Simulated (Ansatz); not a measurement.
## Redistribution: C3F6O + C4H10O → C3HF5O + C4H9FO

Species: C3F6O (hexafluoropropylene oxide) `FC(F)(F)C1(F)OC1(F)F`, singlet; C4H10O (1-methoxypropane) `CCCOC`, singlet; C3HF5O `FC(F)C1(F)OC1(F)F`, singlet; C4H9FO `CCCOCF`, singlet. The partners trade F for H; both sit on C, so the bond types are kept.

Shapes, held fixed at every level: PBE0-D4/def2-TZVP. Flexible molecules stand in one conformer, not always the lowest. Programs: Ansatz 0.2.0. Electronic energies: no zero-point or thermal term.

```csv
level,kind,ΔE (kJ/mol),less CCSD(T)/CBS estimate
PBE-D4/def2-TZVPP,GGA,+7.7,+1.3
B3LYP-D4/def2-TZVPP,global hybrid,+4.5,-1.9
PBE0-D4/def2-TZVPP,global hybrid,+10.5,+4.1
wB97M-V/def2-TZVPP,range-separated hybrid,+10.8,+4.4
B2PLYP/def2-TZVPP,double hybrid,+5.4,-1.0
MP2/def2-TZVPP,perturbation theory,+10.4,+4.0
CCSD/def2-TZVPP,coupled cluster or CI,+8.6,+2.2
CCSD(T)/CBS estimate,coupled cluster or CI,+6.4,0.0
```

The highest level, CCSD(T)/CBS estimate, gives ΔE = +6.4 kJ/mol; the levels span +4.5 to +10.8. The column of differences is taken from that level and isn't an error. No measured value is set beside it here. The CBS estimate extrapolates MP2 from def2-TZVPP and def2-QZVPP and adds CCSD(T) − MP2 in the triple-zeta set, cores frozen.

Every level makes the exchange endothermic, but only mildly: moving one fluorine from the perfluorinated epoxide to the ether costs +6.4 kJ/mol at the highest level. The small value probably reflects two stabilising effects that nearly cancel. Turning CF3 into CHF2 gives up part of the mutual strengthening of geminal C–F bonds, in which fluorine lone pairs donate into neighbouring C–F σ* orbitals. The ether gains a comparable anomeric interaction, because its new fluorine sits on the carbon next to oxygen, whose lone pair is a good donor into σ*(C–F). The sign suggests that the geminal loss slightly outweighs the anomeric gain, even though the CF3 group sits on an already electron-poor ring carbon.

The density functionals don't converge steadily with rung: B3LYP and PBE0, both global hybrids, fall on opposite sides of the reference. The sign is therefore better supported than the exact magnitude. The drop from CCSD to the highest level can't be assigned to triple excitations alone, since the basis treatment changes as well.
